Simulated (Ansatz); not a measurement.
# In2Bi: the change of energy above lowest point with volume scale

Free energy against uniform scaling of the volume at fixed shape and fractions; periodic cell, basis, potentials, k mesh and filling as listed. The results are calculated, by Ansatz 0.2.0.

The cell before it is scaled or strained (space group P6_3/mmc, No. 194):
```
In2Bi
1.0
      5.4760     0.0000     0.0000
     -2.7380     4.7424     0.0000
      0.0000     0.0000     6.5400
In Bi
4 2
Direct
  0.00000 0.00000 0.00000
  0.00000 0.00000 0.50000
  0.33333 0.66667 0.75000
  0.66667 0.33333 0.25000
  0.33333 0.66667 0.25000
  0.66667 0.33333 0.75000
```

Settings of every row: functional LDA; dispersion none; potentials PAW; wave cutoff 500 eV; density cutoff 2000 eV; k mesh 5x5x4; k shift 0x0x0; occupations gaussian; smearing width 0.05 eV; spin none.

Limits: coarse k mesh, up to 40 meV an atom off; no spin-orbit coupling, which can matter with elements this heavy.

| row | volume scale | V (Å³/atom) | energy above lowest point (meV/atom) |
| --- | --- | --- | --- |
| 1 | 0.9 | 25.476 | 13.6 |
| 2 | 0.925 | 26.184 | 3.2 |
| 3 | 0.95 | 26.891 | 0 |
| 4 | 0.975 | 27.599 | 2.7 |
| 5 | 1 | 28.307 | 10.6 |
| 6 | 1.025 | 29.014 | 23 |
| 7 | 1.05 | 29.722 | ? |
| 8 | 1.075 | 30.43 | 58.7 |
| 9 | 1.1 | 31.137 | 80.9 |

Question: what energy above lowest point should row 7 give?

Worked fit of energy above lowest point. Take u = (V_r/V)^(2/3) − 1 with V_r = 27.953 Å³ an atom, which is twice the finite (Eulerian) strain; such expansions in the strain, on which the Birch-Murnaghan equation of state is built, carry the rest volume and the bulk modulus. The shown rows have u = 0.06381, 0.04455, 0.02616, 0.00853, -0.00835, -0.02453, -0.05503, -0.06939. Least squares give energy above lowest point = 6.06 − 471.9 × u + 9004 × u² + 3754 × u³ meV/atom; a parabola predicts inner rows, each left out in turn, worse (root mean square 0.26 against 0.052 meV/atom). The rows lie off it by 0.0, 0.0, 0.1, 0.0, 0.0, 0.0, 0.0, 0.0. Its lowest point lies at u = 0.0258, or V = 26.91 Å³ an atom, and the curvature there gives the bulk modulus at fixed shape and fractions, B = (4/9)(1 + u)² E″(u)/V = 51.8 GPa. Letting shape and atoms relax would as a rule lower it, by much in layered, chain or molecular crystals. The withheld row has u = -0.04008, so the fit gives 6.06 − 471.9 × (-0.04008) + 9004 × (-0.04008)² + 3754 × (-0.04008)³ = 39.2 meV/atom.

The calculation gave 39.2 meV/atom. The fit meets it to the printed digit.
